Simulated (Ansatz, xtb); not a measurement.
# C4H8GeSe: which of two isomers lies lower

We compare a, `C1=[CH][GeH2][Se]CC1`, a singlet, with b, `C[C]1=C[CH2][Ge@@H]1[SeH]`, a singlet. Both are isolated molecules in the gas phase, relaxed with PBE-D3(BJ)/def2-SVP; the shapes shown needn't be the lowest conformers.

a (Å):

```yaml
atoms:
  - { symbol: C, position_ang: [-0.0629, -1.1899, -1.0542] }
  - { symbol: C, position_ang: [-0.5853, -0.2318, -1.8500] }
  - { symbol: C, position_ang: [0.9277, 0.3134, 0.8251] }
  - { symbol: C, position_ang: [0.4842, -1.0651, 0.3472] }
  - { symbol: Ge, position_ang: [-0.9214, 1.6165, -1.3293] }
  - { symbol: Se, position_ang: [-0.5300, 1.6617, 1.0036] }
  - { symbol: H, position_ang: [-0.0214, -2.2210, -1.4553] }
  - { symbol: H, position_ang: [-0.9217, -0.5293, -2.8594] }
  - { symbol: H, position_ang: [-0.0020, 2.6107, -2.1009] }
  - { symbol: H, position_ang: [-2.4014, 2.0016, -1.5971] }
  - { symbol: H, position_ang: [1.7066, 0.7366, 0.1591] }
  - { symbol: H, position_ang: [1.3597, 0.2478, 1.8423] }
  - { symbol: H, position_ang: [1.3629, -1.7460, 0.4235] }
  - { symbol: H, position_ang: [-0.2643, -1.4866, 1.0582] }
```

b (Å):

```yaml
atoms:
  - { symbol: C, position_ang: [-1.9429, 1.0059, 1.2295] }
  - { symbol: C, position_ang: [-0.8067, 0.0811, 0.9605] }
  - { symbol: C, position_ang: [0.2983, -0.2095, 1.7027] }
  - { symbol: C, position_ang: [1.1989, -1.1965, 0.9803] }
  - { symbol: Ge, position_ang: [-0.2285, -1.1811, -0.4365] }
  - { symbol: Se, position_ang: [0.2789, -0.2383, -2.5704] }
  - { symbol: H, position_ang: [-2.0353, 1.7678, 0.4267] }
  - { symbol: H, position_ang: [-2.9108, 0.4612, 1.2518] }
  - { symbol: H, position_ang: [-1.8234, 1.5372, 2.1970] }
  - { symbol: H, position_ang: [0.5191, 0.2096, 2.7063] }
  - { symbol: H, position_ang: [2.1758, -0.7808, 0.6567] }
  - { symbol: H, position_ang: [1.3814, -2.1541, 1.5122] }
  - { symbol: H, position_ang: [-1.0439, -2.4856, -0.6837] }
  - { symbol: H, position_ang: [-0.0279, -1.5094, -3.2737] }
```

Estimate E(b) − E(a) at the level CCSD(T)/def2-SVP + ΔMP2/def2-TZVPP.

Calculated at CCSD(T)/def2-SVP + ΔMP2/def2-TZVPP: E(b) − E(a) = +39.7 kJ/mol, so structure a lies lower.

The same difference at several levels:

```json
{"level": "GFN2-xTB", "geometry": "GFN2-xTB", "E(b) − E(a) (kJ/mol)": "+68.3", "departure from the last row (kJ/mol)": "+28.6", "job, with rough time for the two": "optimisation, 0.13 s"}
{"level": "HF/STO-3G", "geometry": "GFN2-xTB", "E(b) − E(a) (kJ/mol)": "+114.5", "departure from the last row (kJ/mol)": "+74.8", "job, with rough time for the two": "single point, 0.58 s"}
{"level": "r2SCAN-D4/def2-SVP", "geometry": "GFN2-xTB", "E(b) − E(a) (kJ/mol)": "+49.7", "departure from the last row (kJ/mol)": "+9.9", "job, with rough time for the two": "single point, 4.1 s"}
{"level": "PBE-D3(BJ)/def2-SVP", "geometry": "PBE-D3(BJ)/def2-SVP", "E(b) − E(a) (kJ/mol)": "+37.0", "departure from the last row (kJ/mol)": "−2.7", "job, with rough time for the two": "optimisation, 74 s"}
{"level": "HF/def2-SVP", "geometry": "PBE-D3(BJ)/def2-SVP", "E(b) − E(a) (kJ/mol)": "+43.0", "departure from the last row (kJ/mol)": "+3.3", "job, with rough time for the two": "part of the CCSD(T) run"}
{"level": "MP2/def2-SVP", "geometry": "PBE-D3(BJ)/def2-SVP", "E(b) − E(a) (kJ/mol)": "+38.3", "departure from the last row (kJ/mol)": "−1.4", "job, with rough time for the two": "part of the CCSD(T) run"}
{"level": "CCSD(T)/def2-SVP", "geometry": "PBE-D3(BJ)/def2-SVP", "E(b) − E(a) (kJ/mol)": "+40.8", "departure from the last row (kJ/mol)": "+1.1", "job, with rough time for the two": "single point"}
{"level": "CCSD(T)/def2-SVP + ΔMP2/def2-TZVPP", "geometry": "PBE-D3(BJ)/def2-SVP", "E(b) − E(a) (kJ/mol)": "+39.7", "departure from the last row (kJ/mol)": "", "job, with rough time for the two": "single point, 1.8 min"}
```

As drawn, b has 1 C–Ge, 1 Se–H in place of 1 C–Se, 1 Ge–H. Structure a has a 6-membered ring, b a 4-membered ring.

The levels shown agree on the order. The largest departure from CCSD(T)/def2-SVP + ΔMP2/def2-TZVPP is that of HF/STO-3G, 74.8 kJ/mol. A small imaginary or near-zero mode remains, so no thermal terms are given. The last row adds to CCSD(T) the change of the MP2 difference between the two basis sets, here −1.1 kJ/mol.

The correlated steps freeze 22 core orbitals; the filled d shell of Ge and Se is correlated, in a basis made for valence electrons. Run with Ansatz 0.2.0, xtb 6.7.1; the last row on 4 threads of Arm Neoverse V2 on a shared host.

The six-membered selenagermacycle lies below the germacyclobutene by +39.7 kJ/mol, and ring strain is probably the main reason. Both isomers keep one C=C double bond and one Ge–Se bond, so the contest is between ring size and the exchange of C–Se and Ge–H for C–Ge and Se–H. That exchange should be partly self-compensating, whereas closing a four-membered ring around a double bond squeezes the angles at the sp2 carbons far below their preferred value. The larger ring, with long, flexible bonds at germanium and selenium, avoids most of this. The extra alkyl substitution of the alkene in b should work the other way, but evidently doesn't make up the difference.

Hartree–Fock and CCSD(T) in the same def2-SVP basis give +43.0 and +40.8 kJ/mol, so correlation largely cancels between the isomers; the much larger HF/STO-3G gap probably reflects mainly the inflexible minimal basis. The energy difference alone doesn't show whether b would rearrange readily to a, since that depends on the barrier.
